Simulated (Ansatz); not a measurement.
# GeH3F (GeFH3): the vertical ionisation energy, rung by rung

GeH3F: 5 atoms, total charge 0, spin state singlet. SMILES: `[H][Ge]([H])([H])[F]`. The shape comes from GFN2-xTB, which is rough for such elements, and wasn't checked as a minimum.

Each level gives the vertical ionisation energy (to the doublet cation) (eV). The values are calculated.

```json
{"level": "SVWN5/STO-3G", "kind": "LDA", "program": "Ansatz", "value (eV)": "7.93", "CPU time (all runs)": "10 s"}
{"level": "B3LYP/STO-3G", "kind": "global hybrid", "program": "Ansatz", "value (eV)": "?", "CPU time (all runs)": "13 s"}
{"level": "BHLYP/STO-3G", "kind": "global hybrid", "program": "Ansatz", "value (eV)": "8.78", "CPU time (all runs)": "13 s"}
{"level": "PBE0/STO-3G", "kind": "global hybrid", "program": "Ansatz", "value (eV)": "?", "CPU time (all runs)": "14 s"}
{"level": "CAM-B3LYP/STO-3G", "kind": "range-separated hybrid", "program": "Ansatz", "value (eV)": "8.61", "CPU time (all runs)": "18 s"}
{"level": "MP2/STO-3G", "kind": "perturbation theory", "program": "Ansatz", "value (eV)": "7.81", "CPU time (all runs)": "1.6 s"}
{"level": "BCCD(T)/STO-3G", "kind": "coupled cluster or CI", "program": "Ansatz", "value (eV)": "7.82", "CPU time (all runs)": "2.4 s"}
{"level": "CCSDT/STO-3G", "kind": "coupled cluster or CI", "program": "Ansatz", "value (eV)": "7.82", "CPU time (all runs)": "5.3 s"}
{"level": "FCI/STO-3G", "kind": "exact in the basis", "program": "Ansatz", "value (eV)": "7.82", "CPU time (all runs)": "2.7 min"}
```

(1) Estimate what the levels marked ? give.

Results:

(1) As computed at these levels: B3LYP/STO-3G: 8.53 eV; PBE0/STO-3G: 8.55 eV. All-electron rows without a relativistic Hamiltonian named are non-relativistic. The values span 7.81 to 8.78 eV. All rows use very small basis sets, so even the best lies far from the true value. In the correlated wave-function rows the outer d shell of Ge is correlated, in sets not made for it. CPU times are rough (shared hosts, several kinds of processor): they show what a rung costs within a factor of a few.

Within this basis the correlated treatments have converged: MP2 gives 7.81 eV against 7.82 eV for full CI, and both coupled-cluster rows match the exact result. A minimal basis leaves little beyond the valence σ* orbitals to correlate into, so this agreement is an easy test and says little about how MP2 would fare in a larger one.

All the density functionals lie higher, from 7.93 eV for LDA to 8.78 eV for BHLYP, and the global hybrids rise with their share of exact exchange. Part of the offset probably arises because a functional's correlation energy isn't limited by the missing virtual orbitals, as that of full CI is. LDA's closeness to full CI is therefore no evidence that it describes the ionisation best.

Every value is too low for a saturated germanium hydride carrying fluorine. The likely cause is the fixed, compact fluorine functions: the lone pairs, which gain charge from the polar Ge–F bond, can't expand and are pushed up in energy, making an electron too easy to remove.
